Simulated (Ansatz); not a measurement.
## Al: pressure and energy less free atoms as volume scale varies

Periodic Kohn-Sham DFT of a crystal at fixed atoms, scaled to volume_scale times the given cell; pressure positive in compression, energy less spherical unpolarised free atoms, largest_vzz the field gradient of largest size among the nuclei. The results are calculated, by Ansatz 0.2.0.

The cell before it is scaled or strained (space group Fm-3m, No. 225):
```
Al
1.0
      0.0000     2.0240     2.0240
      2.0240     0.0000     2.0240
      2.0240     2.0240     0.0000
Al
1
Direct
  0.00000 0.00000 0.00000
```

Settings of every row: method all-electron LAPW; functional LDA; relativity scalar; k mesh 17x17x17; filling fermi-dirac; smearing width 0.03 eV; basis error target 0.5 meV/atom; nucleus gaussian.

Atom start moment: 0 on all atoms.

```
row  volume scale  V (Å³/atom)  pressure (GPa)  energy less free atoms (eV/atom)
  1          0.94       15.588           1.129                           -4.1846
  2          0.96        15.92          -0.649                            -4.185
  3          0.98       16.251               ?                                 ?
  4          0.99       16.417          -2.945                           -4.1794
  5             1       16.582          -3.627                           -4.1759
  6          1.01       16.749          -4.272                           -4.1718
  7          1.02       16.915          -4.881                           -4.1671
  8          1.04       17.246              -6                           -4.1558
  9          1.06       17.578          -6.988                           -4.1424
```

Question: what pressure and energy less free atoms should row 3 give?

Worked fit of pressure. Take u = (V_r/V)^(2/3) − 1 with V_r = 16.666 Å³ an atom, which is twice the finite (Eulerian) strain; such expansions in the strain, on which the Birch-Murnaghan equation of state is built, carry the rest volume and the bulk modulus. The shown rows have u = 0.04559, 0.031, 0.01009, 0.00337, -0.00331, -0.00984, -0.02255, -0.03489. Least squares give pressure = −3.9572 + 97.477 × u + 306.44 × u² GPa; a straight line predicts inner rows, each left out in turn, worse (root mean square 0.16 against 0.0062 GPa). The rows lie off it by 0.005, -0.008, -0.003, -0.002, 0.004, 0.006, -0.001, -0.003 (root mean square 0.0045 GPa). The pressure vanishes at u = 0.0364, or V = 15.8 Å³ an atom, and there the bulk modulus at fixed shape and fractions is B = −V dP/dV = (2/3)(1 + u) dP/du = 82.8 GPa. The withheld row has u = 0.01695, so the fit gives −3.9572 + 97.477 × (0.01695) + 306.44 × (0.01695)² = -2.217 GPa.

The calculation gave -2.224 GPa. The fit lies 0.007 GPa (0.086 % of the column's range) above it; its largest miss of a shown row is 0.008 GPa.

Worked fit of energy less free atoms. Take u = (V_r/V)^(2/3) − 1 with V_r = 16.666 Å³ an atom, which is twice the finite (Eulerian) strain; such expansions in the strain, on which the Birch-Murnaghan equation of state is built, carry the rest volume and the bulk modulus. The shown rows have u = 0.04559, 0.031, 0.01009, 0.00337, -0.00331, -0.00984, -0.02255, -0.03489. Least squares give energy less free atoms = −4.17396 − 0.6145 × u + 8.348 × u² eV/atom; a straight line predicts inner rows, each left out in turn, worse (root mean square 0.0044 against 6.4e-05 eV/atom). The rows lie off it by 0.0000, 0.0000, -0.0001, 0.0000, 0.0000, 0.0000, 0.0001, 0.0000. Its lowest point lies at u = 0.0368, or V = 15.79 Å³ an atom, and the curvature there gives the bulk modulus at fixed shape and fractions, B = (4/9)(1 + u)² E″(u)/V = 81 GPa. The withheld row has u = 0.01695, so the fit gives −4.17396 − 0.6145 × (0.01695) + 8.348 × (0.01695)² = -4.1820 eV/atom.

The calculation gave -4.182 eV/atom. The fit meets it to the printed digit.
